# Solution key: Gaussian barrier spread in a PbS film, and the cheapest way to average over it

**Problem.** A p-type PbS film consists of grains of length $L$, hole density $p$ and mobility $\mu_g$, separated by barriers whose height $\phi$ (an energy) is Gaussian with mean $\phi_0$ and standard deviation $s$. (a) Derive the Petritz series rule and Werner's effective barrier. (b) Fix the inputs and size the neglected terms. (c) Solve the bundle-of-tubes model exactly. (d)–(f) Find work, memory and deviation for the Werner expansion, Gauss–Hermite quadrature and Monte Carlo sampling. (g) Choose the method for given accuracies and budgets.

**Conventions.** Holes are non-degenerate, the bias per barrier is small against $kT/e$, and the Hall factor is 1. Work is counted in exponentials per evaluation of $\mu$, each with its few multiplications and at most one division. Memory is counted in stored numbers. The deviation is $\delta=(\text{estimate}-\text{exact})/\text{exact}$.

## (a) Series rule and effective barrier

Thermionic emission over a barrier under a small bias $V_b$ gives $J=e p v_R e^{-\phi/kT}(eV_b/kT)$ with $v_R=\sqrt{kT/2\pi m^*}$. One period of the film has the area-specific resistance $L/(ep\mu_g)+kT e^{\phi/kT}/(e^2pv_R)$. Setting this equal to $L/(ep\mu)$ gives

$$\frac1\mu=\frac1{\mu_g}+\frac{e^{\phi/kT}}{\mu_0},\qquad \mu_0=\frac{eLv_R}{kT}.$$

The Hall field is set by the current density inside the grains. Boundaries parallel to the current carry little of it, and with no net transverse current they drop no voltage. The Hall density therefore equals $p$ up to corrections of order $2w/L$, where $2w$ is the barrier thickness, and the Hall mobility is $\mu$.

For barriers in parallel the conductances add. Completing the square gives $\langle e^{-\phi/kT}\rangle=\exp[-\phi_0/kT+s^2/2(kT)^2]$, that is

$$\phi_{\rm eff}=\phi_0-\frac{s^2}{2kT}.$$

Since $\mu_0\propto T^{-1/2}$, the barrier-limited plot of $\ln(\mu T^{1/2})$ against $\beta=1/kT$ is the parabola $-\phi_0\beta+s^2\beta^2/2$ plus a constant. Its local activation energy is $\phi_0-s^2/kT$: the slope is lowered by twice the shift in $\phi_{\rm eff}$, and the curvature is $s^2$.

How spread and grain resistance combine depends on geometry. If $\phi$ varies within one boundary on a scale small against $L$, the grain mixes the currents, and $\phi_{\rm eff}$ goes into the series rule (spreading resistance neglected). If instead the film is a bundle of parallel tubes, wide against $L$, each keeping one height along its length, the series mobility itself is averaged. The second case is the reference model here:

$$\frac{\mu}{\mu_g}=F(x)=\langle f(y)\rangle,\qquad f(y)=\frac1{1+e^{y}},\qquad y=x+\sqrt t\,z,$$

with $z$ a standard normal variable, $x=\phi_0/kT-\ln(\mu_0/\mu_g)$ and $t=(s/kT)^2$.

## (b) Inputs and neglected terms

Assumed inputs, typical in size for chemically deposited PbS: $T=300$ K, $L=1\ \mu$m, $p=10^{18}$ cm$^{-3}$, $m^*=0.1\,m_e$, $\mu_g=500$ cm$^2$/Vs. The static dielectric constant is 190 (compiled value, Rakita 2019). Then $kT=25.85$ meV, $v_R=8.51\times10^6$ cm/s, $\mu_0=3.29\times10^4$ cm$^2$/Vs and $\ln(\mu_0/\mu_g)=4.19$. The values $t=1.5$ and $x=4.5$ are assumed. They were chosen so that $x/t$ is an integer, which makes the model solvable, and so that $\mu$ lands near the typical film Hall mobility of order 10 cm$^2$/Vs. They mean $s=31.7$ meV and $\phi_0=225$ meV. The shift $s^2/2kT$ is 19.4 meV, so $\phi_{\rm eff}=205$ meV, and the barrier-limited local activation energy is 186 meV.

Three neglected terms bound the physical meaning of any later digit.

1. *Barrier thickness.* A depletion barrier has $w=\sqrt{2\varepsilon\varepsilon_0\phi_0/e^2p}=69$ nm on each side, so $2w/L=0.14$. At $p=10^{17}$ cm$^{-3}$, $w=217$ nm and $2w/L=0.43$. Sensitised detector films typically have densities at or below this, and the thin-barrier picture then needs a thin interlayer rather than a depletion region. In polysilicon (typical $\varepsilon=11.7$) the same $\phi_0$, $L$ and $p=10^{18}$ cm$^{-3}$ give $w=17$ nm and $2w/L=0.034$; the dimensionless results below carry over unchanged.
2. *Diffusion in the barrier.* The peak field is $E_m=2\phi_0/ew=6.5\times10^4$ V/cm. Each flank adds the drift-diffusion resistance $\int e^{\phi(\xi)/kT}d\xi/(ep\mu_g)\approx kTe^{\phi/kT}/(e^2p\mu_gE_m)$, so the two together amount to $2v_R/\mu_gE_m=0.52$ of the thermionic term. Added in series as an estimate, this moves the $\phi_0$ that belongs to $x=4.5$ by $kT\ln1.52=11$ meV, and it gives $\mu_0$ a weak dependence on $\phi$.
3. *Connectivity.* On a square network of independent barrier-limited bonds $g$, the lattice is self-dual, and the Keller–Dykhne relation reads $G[g]\,G[g_0^2/g]=g_0^2$ for the sheet conductance. With $g_0\propto e^{-\phi_0/kT}$ the variable $\ln(g/g_0)$ is symmetric, both factors are equal for a large sample, and $G=g_0$. There the barrier is not lowered at all, and the parallel rule is too high by $e^{t/2}=2.12$.

## (c) Exact solution

Two identities suffice. First, $f(y)=e^{-y}[1-f(y)]$. Second, $e^{-y}$ times the normal density of mean $x$ and variance $t$ equals $e^{-x+t/2}$ times the normal density of mean $x-t$. Together they give

$$F(x)=e^{-x+t/2}\,[1-F(x-t)].$$

Iterating $N$ times multiplies factors $e^{-(x-jt)+t/2}$, $j=0,\dots,n-1$, whose product is $T_n=e^{-nx+n^2t/2}$:

$$F(x)=S_N+(-1)^NR_N,\qquad S_N=\sum_{n=1}^{N}(-1)^{n-1}T_n,\qquad R_N=T_NF(x-Nt).$$

Because $f(y)+f(-y)=1$, $F(0)=\tfrac12$. For $x=3t$ the recursion closes at $N=3$. With $T_1=e^{-3.75}=0.0235177$, $T_2=e^{-6}=0.0024788$ and $T_3=e^{-6.75}=0.0011709$,

$$F=T_1-T_2+\tfrac12T_3=0.0216244 .$$

The intermediate value $F(2t)=1-F/T_1=0.0805057$ is needed below. The model's mobility is $\mu_gF=10.8$ cm$^2$/Vs.

## (d) Werner formula and its expansion

$S_1=T_1$ is Werner's result without grain resistance, and $S_N$ expands the series rule in powers of $(\mu_0/\mu_g)e^{-\phi/kT}$. The work is $N$ exponentials and the memory is two numbers, the sum and the current term.

*Deviation.* The recursion gives $R_N=T_{N+1}[1-F(x-(N+1)t)]<T_{N+1}$, and $T_{N+1}/T_1=\exp[-Nx+(N^2+2N)t/2]$ falls at first and then grows without bound. The turning point follows from $R_N=\langle e^{-Ny}f\rangle=\langle e^{-(N+1/2)y}/2\cosh(y/2)\rangle$. Its logarithm is convex in $N$. Shifting the Gaussian by $(N+\tfrac12)t$ shows it to be symmetric about $N+\tfrac12=x/t$. For $x=kt$ with integer $k$ the smallest remainder is thus reached at $N=k-1$ and $N=k$ and equals $T_k/2$, or

$$\frac{R_{\min}}{T_1}=\tfrac12\exp\!\Big[-\frac{(x-t)^2}{2t}\Big]=0.0249 .$$

No amount of work passes this floor. It comes from the low-barrier tubes with $y<0$, where the grain limits the current and the geometric series for $f$ diverges.

Putting $\phi_{\rm eff}$ into the series rule gives $W=T_1/(1+T_1)=0.0229774$ for one exponential. The function $g/(1+g)$ of $g=e^{-y}$ is concave, so $W\ge F$ by Jensen's inequality. To second order $W-F\approx T_2-T_1^2$, a relative gap $T_1(e^t-1)=0.082$; the full value is $0.063$. This is also the difference between the two geometries of part (a).

## (e) Gauss–Hermite quadrature

Applied directly to $F(x)$, the one-node rule ignores the spread ($\delta=-0.49$) and the two-node rule gives $\delta=-0.082$, because the integrand peaks near $z=-\sqrt t$, not at 0. One step of the recursion recentres it:

$$G_N=T_1\sum_{i=1}^Nw_i\,\big[1-f(x-t+\sqrt t\,z_i)\big].$$

*Work and memory.* Each evaluation costs $N+1$ exponentials. The nodes $z_i$ are the eigenvalues of the symmetric tridiagonal matrix with zero diagonal and off-diagonal elements $\sqrt n$, $n=1,\dots,N-1$, and the weights $w_i$ are the squared first components of its normalised eigenvectors (Golub–Welsch). A QR iteration spends $O(N)$ operations per sweep and a few sweeps per eigenvalue, hence $O(N^2)$ once. Nodes and weights do not depend on $x$ or $t$, so $P$ parameter points cost $P(N+1)+O(N^2)$ with $2N$ stored numbers.

*Deviation.* The integrand is a sum of poles,

$$1-f(y)=\tfrac12+\sum_{m\ge0}\Big[\frac1{y-i\pi(2m+1)}+\frac1{y+i\pi(2m+1)}\Big].$$

The nearest pair lies at $z_p=-a\pm id$ with $a=(x-t)/\sqrt t$ and $d=\pi/\sqrt t$, and has residue $1/\sqrt t$ in $z$. Let $p_N$ be the orthonormal polynomial for the normal density $\rho(z)$. The function $[p_N(z_p)^2-p_N(z)^2]/(z_p-z)$ is a polynomial of degree $2N-1$, which the rule integrates exactly, and $p_N(z_i)=0$. Therefore

$$\int\frac{\rho\,dz}{z_p-z}-\sum_i\frac{w_i}{z_p-z_i}=\frac1{p_N(z_p)^2}\int\frac{\rho\,p_N^2\,dz}{z_p-z}.$$

The function $\psi=p_N\sqrt\rho$ obeys $\psi''+\kappa^2\psi=0$ with $\kappa^2=\nu-z^2/4$ and $\nu=N+\tfrac12$. The normalised WKB form is $\psi^2\approx\cos^2(S-N\pi/2)/\pi\kappa$ with $S=\int_0^z\kappa\,dz'\approx\sqrt\nu\,z-z^3/24\sqrt\nu$. At the upper pole the squared cosine has modulus $e^{2\,{\rm Im}S}/4$, so $|p_N(z_p)|^{-2}\approx4\pi|\kappa\rho|\,e^{-2\,{\rm Im}S}$. In the integral the squared cosine averages to $\tfrac12$, and $\int dz/[2\pi\kappa(z_p-z)]=(z_p^2-4\nu)^{-1/2}$ has modulus $1/2|\kappa(z_p)|$. Each pole thus contributes $2\pi|\rho(z_p)|e^{-2\,{\rm Im}S}/\sqrt t$, with $|\rho(z_p)|=(2\pi)^{-1/2}e^{(d^2-a^2)/2}$. The two conjugate terms add with a phase that turns with $N$. Their envelope, relative to $1-F(x-t)$, is

$$|\delta|\lesssim C\exp\!\Big[-2d\sqrt\nu+\frac{3a^2d-d^3}{12\sqrt\nu}\Big],\qquad C=\frac{2\sqrt{2\pi/t}\;e^{(d^2-a^2)/2}}{1-F(x-t)}.$$

Here $a^2=6$ and $d=2.565$, so the envelope is $5.95\exp(-5.13\sqrt\nu+2.44/\sqrt\nu)$. It is an asymptotic estimate, tested in the table. For small tolerance $\epsilon$ it inverts to $N\approx(t/4\pi^2)\ln^2(C/\epsilon)$: the work grows as the square of the number of digits and, at fixed $C$, as $(s/kT)^2$.

## (f) Monte Carlo sampling

The mean of $M$ independent samples has relative standard deviation $\sqrt{v/M}$, with $v$ the relative variance of one sample. Hence $M=v/\epsilon^2$, and each further digit costs a factor 100. The memory is two running sums and the generator state. For plain sampling of $f(y)$, $v=\langle f^2\rangle/F^2-1$. In the barrier-limited case this is $T_2/T_1^2-1=e^t-1=3.48$, exponential in $(s/kT)^2$. Saturation by the grain trims the tail, and numerical integration of $f^2$ gives $v=2.28$. Sampling the recentred form $T_1[1-f(x-t+\sqrt t\,z)]$ gives $v=0.0104$, or $\sqrt v=0.102$. The work is $M+1$ exponentials plus $M$ normal deviates. The deviates are left out of the count, which favours this method.

## Table of cost and deviation ($t=1.5$, $x=4.5$)

| Method | Work | Memory | $\delta$ | Envelope |
|---|---|---|---|---|
| $W$ | 1 | 1 | $6.26\times10^{-2}$ | – |
| $S_1$ | 1 | 2 | $8.76\times10^{-2}$ | – |
| $S_2$ | 2 | 2 | $-2.71\times10^{-2}$ | – |
| $S_3$ | 3 | 2 | $2.71\times10^{-2}$ | – |
| $S_4$ | 4 | 2 | $-8.76\times10^{-2}$ | – |
| $G_1$ | 2 | 2 | $3.6\times10^{-2}$ | $8.1\times10^{-2}$ |
| $G_2$ | 3 | 4 | $9.3\times10^{-4}$ | $8.4\times10^{-3}$ |
| $G_3$ | 4 | 6 | $-1.1\times10^{-3}$ | $1.5\times10^{-3}$ |
| $G_4$ | 5 | 8 | $2.0\times10^{-4}$ | $3.5\times10^{-4}$ |
| $G_5$ | 6 | 10 | $1.6\times10^{-5}$ | $1.0\times10^{-4}$ |
| $G_6$ | 7 | 12 | $-2.5\times10^{-5}$ | $3.2\times10^{-5}$ |
| $G_7$ | 8 | 14 | $9.9\times10^{-6}$ | $1.1\times10^{-5}$ |
| MC plain, $M=100$ | 100 | 3 | $\pm0.15$ | – |
| MC recentred, $M=7$ | 8 | 3 | $\pm3.9\times10^{-2}$ | – |
| MC recentred, $M=100$ | 101 | 3 | $\pm1.0\times10^{-2}$ | – |

Monte Carlo entries are one standard deviation, with the generator state counted as one number. The series rows show the symmetry about $N+\tfrac12=3$ derived in (d). Every quadrature deviation lies under its envelope, and $G_3$, $G_6$ and $G_7$ come close to it. $G_2$ and $G_5$ lie far below because the phase of the pole term happens to be favourable; that luck does not survive a change of $x$ or $t$. A safe choice of $N$ uses the envelope column.

## (g) Choices

**Cheapest method for a stated accuracy.**

| Target $\lvert\delta\rvert$ | Choice | Work | Recentred MC samples |
|---|---|---|---|
| $10^{-1}$ | $W$ | 1 | 2 |
| $3\times10^{-2}$ | $S_2$ | 2 | 12 |
| $10^{-2}$ | $G_2$ | 3 | 105 |
| $10^{-3}$ | $G_4$ | 5 | $1.04\times10^{4}$ |
| $10^{-6}$ | $G_{10}$ | 11 | $1.04\times10^{10}$ |

At 10 % both one-exponential formulas pass, and $W$ is the closer. At 3 % only $S_2$ passes with two exponentials, since $G_1$ misses. At 1 % the series is excluded by its floor, and $G_2$ passes even by its envelope; recentred sampling costs 35 times as much. At $10^{-3}$, $G_2$ passes by accident and $G_3$ fails, so the first safe rule is $G_4$, cheaper than sampling by a factor $2.1\times10^3$. At $10^{-6}$ the choice rests on the envelope, which is $1.8\times10^{-6}$ for $N=9$ and $7.6\times10^{-7}$ for $N=10$.

**Best method inside a stated budget of exponentials.** With 1, take $W$. With 2, take $S_2$. With 3, take $G_2$: its envelope already lies below the deviation of $S_3$. With 5, take $G_4$, and with 8, $G_7$, against which sampling at equal work is less accurate by more than three orders of magnitude. With 100, recentred sampling reaches about 1 %, while the envelope of $G_{99}$ lies below $10^{-16}$, so that rounding alone limits the quadrature. Memory never decides the matter: $G_{10}$ stores 20 numbers. It would favour the series or sampling only under a limit of three numbers, and there $S_2$ is best until sampling passes 2.7 %, at $M=15$.

*Marking note.* The combination $S_2+T_3/2$ costs three exponentials and is exact here, but only because $x=3t$ makes $F(x-3t)=\tfrac12$. It is the construction of the reference and earns no credit as a method.

**Where the ranking changes.** If each tube contains $K$ independent barrier heights, the average is $K$-dimensional. A product rule needs $N^K$ integrand calls and sampling needs $M$, each call costing $K$ exponentials. As a count alone, $4^7=16384$ exceeds the $1.04\times10^4$ samples listed for $10^{-3}$, while $4^6=4096$ does not. The accuracies of both methods for $K>1$ are not established by the one-dimensional table.

**Choice for the PbS model.** The model gives $\mu=10.8$ cm$^2$/Vs exactly, 11.5 from $W$ and 11.8 from $S_1$. The level was set by the choice of $x$, so its closeness to the typical film value tests nothing. The thickness correction of 0.14, the diffusion term of 0.52 in the barrier resistance and the connectivity factor of 2.12 all exceed the 6 % deviation of $W$. A single mobility estimate therefore needs only $W$. A fit of $s$ to Arrhenius curvature within the tube model is different: the deviation of $W$ scales as $T_1(e^t-1)$, changes along the temperature axis and so enters the fitted curvature. Near $t=1.5$ the rule $G_4$ reduces it below $10^{-3}$ at five times the work. At other temperatures $N$ must be read from the full envelope with $C(x,t)$, because on cooling $x$ rises along with $t$, and the fall of $C$ at first cancels most of the growth of $t$. With $\phi_0$, $s$ and $\mu_g$ held fixed and $\mu_0\propto T^{-1/2}$, 200 K gives $x=8.6$, $t=3.4$, $C=0.20$ and a $G_4$ envelope of $6\times10^{-4}$. At 150 K, $x=12.8$, $t=6$, $C=0.10$, and the envelopes are $1.2\times10^{-3}$ for $G_4$ and $6\times10^{-4}$ for $G_5$. For $10^{-3}$ the required $N$ thus stays at 4–5 down to about 150 K and rises appreciably only below: at 100 K ($x=21.3$, $t=13.5$) the envelope asks for $N=11$.